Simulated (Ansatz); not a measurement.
Level of theory: DFT PBE, scalar-relativistic, plane waves, PAW (Ansatz 0.2.0). All cells share a 420 eV cutoff and Γ-centred k meshes spaced at most about 0.3 Å⁻¹ (about 0.25 or finer for metals, 2π included). No spin polarisation in the final relaxations.

Temperature and zero-point effects are left out.

Two forms of InTe₄ were relaxed alike.

A.

```yaml
crystal:
  lattice:
    - [4.23915, 0.00000, 0.00000]
    - [0.00000, 4.23915, 0.00000]
    - [0.00000, 0.00000, 11.34427]
  atoms:
    - { symbol: In, position: [0.50000, 0.50000, 0.50000] }
    - { symbol: Te, position: [0.50000, 0.50000, 0.79546] }
    - { symbol: Te, position: [0.50000, 0.50000, 0.20454] }
    - { symbol: Te, position: [0.00000, 0.00000, 0.26434] }
    - { symbol: Te, position: [0.00000, 0.00000, 0.73566] }
```

B.

```yaml
crystal:
  lattice:
    - [5.84805, 0.00000, 0.00000]
    - [0.00000, 5.84805, 0.00000]
    - [0.00000, 0.00000, 5.84805]
  atoms:
    - { symbol: In, position: [0.00000, 0.00000, 0.00000] }
    - { symbol: Te, position: [0.00000, 0.50000, 0.50000] }
    - { symbol: Te, position: [0.50000, 0.00000, 0.50000] }
    - { symbol: Te, position: [0.50000, 0.50000, 0.00000] }
    - { symbol: Te, position: [0.50000, 0.50000, 0.50000] }
```

Question: Which form is favoured at zero pressure, and by what margin per atom?

Answer: A is lower, by 232 meV/atom. A has space group P4/mmm (No. 123), 40.8 Å³/atom and no gap on its mesh; B has space group Pm-3m (No. 221), 40.0 Å³/atom and no gap. Counting Te atoms around In (those within 1.25 times the shortest such distance or 1.15 times the sum of covalent radii; a plus sign parts nearer from farther groups; the shortest distance is added where it is long for a bond), A has In 2+8 from 3.4 Å and B has In 12+8 from 4.1 Å. B holds Te–Te bonds in all directions (shortest 2.92 Å); in A the shortest Te–Te distance is 3.07 Å, near bonding range too. Even the lower one lies +0.07 eV/atom against the reference forms of the elements (uncorrected), so neither is stable at this level. In A, around In lie 2 Te at 3.35 Å, 8 Te at 4.02 Å and 4 In at 4.24 Å; Te on its first site has 4 Te at 3.07 Å and 1 In at 3.35 Å; Te on its second site has 4 Te at 3.07 Å and 4 In at 4.02 Å. In B, around In lie 12 Te at 4.14 Å (long contacts); Te on a site of symmetry 4/mmm has 2 Te at 2.92 Å, 4 In at 4.14 Å and 8 Te at 4.14 Å; around Te on a site of symmetry m-3m lie 6 Te at 2.92 Å. Both come from invented guesses.

Weakly bound directions are ill-defined at this level, which has no dispersion term (P4/mmm), and this can change margins and order among such cells. Spin–orbit coupling, which can matter for Te, is left out. In P4/mmm, Pm-3m an odd number of electrons in the primitive cell allows no gap without spin; a larger cell or a magnetic state could open one. A magnetic state wasn't ruled out in cells without spin, among them P4/mmm, Pm-3m. Cells relaxed within their symmetry can be saddle points.

Form A is favoured by 232 meV/atom, probably because it offers indium a less poor environment. In B, indium sits in an oversized tellurium cage, with its nearest neighbours at 4.14 Å, too far for appreciable covalent bonding. A brings two Te in to 3.35 Å, still a weak contact rather than a normal In–Te bond. The Te–Te contacts are shorter in B, so the strength of the closest tellurium bonds alone doesn't explain the order. In A, every tellurium has four near tellurium neighbours, more than the two of its elemental chains; in B, one tellurium in four has six, while the others have just two. The higher counts suggest delocalised, electron-rich multicentre bonding through the p orbitals.

Neither arrangement provides the short, polar In–Te bonds that stabilise the known indium tellurides, which fits A's position above the elements. Decomposition into such a telluride and tellurium should therefore be more favourable still. B's slightly smaller volume would favour it under compression, but the difference is too small for modest pressure to be likely to overturn the calculated order.
